## Reading the bands of InSb at five special points

I have the band energies of indium antimonide at five points of high symmetry in the Brillouin zone, from a scalar-relativistic meta-GGA calculation. All energies count from the Fermi level. Band v1 is the highest band filled at some mesh point, v2 and v3 lie below it, and c1 and c2 above.

Kohn-Sham bands of InSb (F-43m) in an unrelaxed two-atom cell, computed with Ansatz 0.2.0 using r2SCAN, plane waves and generated PAW datasets, scalar-relativistic and without spin polarization. The plane-wave cutoff is 500 eV, the k-mesh 9×9×9, and the levels are filled by a Fermi-Dirac distribution of width 0.0821 eV.

```
k-point  coordinates (reciprocal vectors of the computed cell, not always the standard one)  band v3 (eV from the Fermi level)  band v2 (eV from the Fermi level)  band v1 (eV from the Fermi level)  band c1 (eV from the Fermi level)  band c2 (eV from the Fermi level)  c1 less v1 (eV)
      K                                                                      -0.375 0 0.375                              -3.24                              -2.06                               1.72                               3.80                               6.48             2.08
  Gamma                                                                               0 0 0                              -0.16                              -0.16                              -0.12                               3.07                               3.07             3.19
      L                                                                             0 0 0.5                              -1.16                              -1.16                               0.62                               3.94                               3.94             3.32
      W                                                                     -0.5 -0.25 0.25                              -2.99                              -2.85                               3.56                               4.08                               4.43             0.52
      X                                                                         -0.5 -0.5 0                              -2.41                              -2.41                               1.41                               1.47                               8.41             0.06
```

1. Band v1 is called filled, yet it is above the Fermi level at four of the five points. Is this a metal?
2. Which two numbers give the gap?
3. Why is the valence top so much lower at X than at Gamma?
4. Could I have guessed L and K without computing them?
5. What would change at X and W if both atoms were the same element?
6. What would spin-orbit coupling do?
7. Which digits can I trust?

## Answer

### 1. Is it a metal?

No, the label misleads here. The calculation treats 28 electrons per cell, enough to fill 14 bands, and v1 is the fifteenth. It is the lowest conduction band, counted as filled only because it dips to -0.12 eV at Gamma.

That this minimum falls below the Fermi level comes from the way the levels are filled. The smearing width, 0.0821 eV, is larger than the gap, so electrons spill from the valence bands into v1, which is about 80% filled at Gamma. The valence bands offer many more states near their edge than the single, steep conduction band does. To balance electrons against holes, the Fermi level therefore moves up, here past the conduction edge. That is a result of the smearing and the k-mesh, and no sign of doping.

### 2. Where is the gap?

Take v1 less v2, not the last column. At Gamma this gives 0.04 eV from the rounded entries, and the run's own band count gives 0.048 eV over the whole mesh. Both band edges thus lie at Gamma, and the gap is direct. The last column is the spacing of two conduction bands, so its 0.06 eV at X is no near-closing of the gap: v1 and v2 are 3.82 eV apart there.

Two things put the conduction edge at Gamma: the antibonding s level lies low there, as expected for heavy atoms joined by long bonds, and symmetry shields it from the p states below. Being built from s orbitals, it can't mix at Gamma with the p states of the valence top. As the wave vector leaves Gamma, the mixing sets in, and the p states below push the conduction band up steeply. The band is 0.74 eV higher at L and 1.53 eV higher at X, though so far out the coupling between the s orbitals has changed as well.

### 3. Why is the valence top lower at X?

The valence top consists of p orbitals, mostly on Sb, that bond with p orbitals on In. Each atom has four neighbours, and the wave vector sets the phases with which the four bonds add up.

At Gamma all four bonds carry the same phase. Each p orbital then couples only to its like on the neighbours, and the head-on and sideways parts of the overlap work against each other. Bonding is weak, and the level stays high, at -0.16 eV.

At X the phases alternate, and the coupling between like orbitals cancels. What remains couples, say, $p_y$ on one atom to $p_z$ on the next, and here the head-on and sideways parts reinforce each other. Bonding is strong, and the level sinks to -2.41 eV.

Symmetry accounts for the equal entries of v2 and v3. At Gamma all three p directions are equivalent; at L and X the two directions across the wave vector still are. At K and W no such rule forces the two bands together, and they separate.

### 4. Could L and K have been guessed?

Yes, fairly well. A pure p state on Sb coupled to one on In gives a bonding and an antibonding level,

$$E = M \mp \sqrt{D^2 + V^2},$$

where $M$ is the mean of the two p levels, $D$ half their difference and $V$ the coupling. Adding up the bond phases gives

$$V = w\,V_\Gamma + (1-w)\,V_X,$$

with $w = 1/2$ for the pair at L, and $w \approx 0.15$ for the band at K that changes sign across the mirror plane.

For L, first treat the p levels of Sb and In as equal, so $D = 0$. The bonding level is then $M - V$, and since $V$ at L is the average of its values at Gamma and X, so is the energy:

$$E_L = \frac{-0.16 - 2.41}{2}\ \text{eV} \approx -1.29\ \text{eV}.$$

The calculation gives -1.16 eV, and L was not used to set the model. In reality the p levels differ. The largest difference that the splitting at Gamma allows would move the estimate to -0.93 eV, so the computed level lies between the two limits.

K is the more instructive case. It is farther from Gamma than X is, so a valence top that simply fell with the square of the distance would reach about -2.7 eV. The bond model puts it between -2.08 and -1.95 eV, and the computed value is -2.06 eV. For this row the bond phases are a better guide than the distance.

The model has clear limits. At W it predicts the same energy as at X, but the computed level is 0.44 eV lower, and there the distance rule does better. Couplings to more distant atoms may be the reason, though I haven't tested that. For the empty states it works at L but fails at X, where it expects a pair near 5.3 eV and the table has no band between 1.47 and 8.41 eV. A model of p orbitals and nearest neighbours alone shouldn't be trusted for such high states. The output below sets the bond model, in both limits, beside the distance rule.

### 5. What if both atoms were the same element?

With the atoms kept in place, the crystal would have the diamond structure, as grey tin does. Its extra symmetry forces bands to coincide in pairs at X and W. Bands v1 and c1 would form one such pair. The last column, misleading as a gap, therefore has a real meaning at X: it shows how far the difference between In and Sb splits the pair. The splitting there is only 0.06 eV. One member is expected to join Sb s with In p and the other In s with Sb p, so each combines a lowered level with a raised one, and a small splitting is plausible. The 0.52 eV at W is no clean measure: band c2 lies only 0.35 eV above c1 there, so the next pair may mix with this one or overlap it.

The pair v2 and v3 at W, 0.14 eV apart, would merge as well. At X these two already coincide, because the symmetry that makes them equal survives with two different atoms.

### 6. What would spin-orbit coupling do?

It would probably reverse the order of the levels at Gamma. The coupling splits the six p states of the valence top (three orbitals, two spins) into four that rise by a third of the splitting and two that fall by two thirds. For InSb the splitting is roughly 0.8 eV, so the top rises by nearly 0.3 eV. The s-like conduction state hardly moves.

A gap of 0.05 eV can't absorb that rise. The s level would end up about 0.2 eV below the four raised p states, though still above the two lowered ones, an inverted order that real InSb doesn't have. The normal order in the table thus depends on leaving the coupling out.

### 7. Which digits can be trusted?

Rounding alone makes the 0.04 eV at Gamma uncertain by 0.01 eV, but the physical errors are far larger. The measured gap is roughly 0.2 eV and already includes spin-orbit coupling. To end there, a calculation without the coupling should start from nearly 0.5 eV, so this one falls short by about 0.4 eV.

Not all of that should be blamed on the functional. The cell is about one per cent too wide, and the gap of InSb shrinks quickly when the lattice expands; this could account for roughly 0.2 eV. Relaxing the cell with the same functional wouldn't cure it, since the small pressure left in the run pushes outwards. Much of the rest fits the known habit of such functionals to give gaps that are too small.

For practical use, don't take a gap or a carrier density from this table. Heights counted from the conduction minimum are less safe, since a cell that is too wide is expected to lower that level at Gamma more than at L and X. Large differences within the valence bands, such as the fall of the valence top from Gamma to L and on to X, are a fair guide to the shape of the bands. Even there, the tenths would shift once spin-orbit coupling is included.

Printed output of the fit:

```
True band separations in eV:
    row  v1 less v2  v1 above its Gamma value  v2 below its Gamma value  v2 less v3
      K        3.78                      1.84                       1.9        1.18
  Gamma        0.04                         0                         0           0
      L        1.78                      0.74                         1           0
      W        6.41                      3.68                      2.69        0.14
      X        3.82                      1.53                      2.25           0
Gap at Gamma by band count, eV: 0.04785
Valence top v2 and models in eV:
    row  weight w  computed  bond model A  bond model B  parabola  A less computed  B less computed  parabola less computed
      K    0.1464     -2.06         -2.08         -1.95    -2.691          -0.0205           0.1104                 -0.6313
  Gamma         1     -0.16         -0.16         -0.16     -0.16       -1.388e-16       -1.388e-16                       0
      L       0.5     -1.16        -1.285       -0.9305    -1.847           -0.125           0.2295                 -0.6875
      W         0     -2.85         -2.41         -2.41    -2.973             0.44             0.44                 -0.1225
      X         0     -2.41         -2.41         -2.41     -2.41                0                0                       0
Conduction doublet at L by model A, eV: 4.195
Conduction doublet at L by model B, eV: 3.841
Conduction doublet at X by the bond model, eV: 5.32
Band c2 at X less that model value, eV: 3.09
Filling of v1 at Gamma, fraction: 0.8118
Filling of v2 at Gamma, fraction: 0.8753
Rise of the valence top by spin-orbit coupling (rough), eV: 0.2667
Gamma separation after that rise (rough), eV: -0.2188
Gap needed before spin-orbit coupling to end at the measured one (rough), eV: 0.4667
Shortfall of the computed gap against that (rough), eV: 0.4188
Gap change from the too wide cell (order of magnitude), eV: -0.21
```
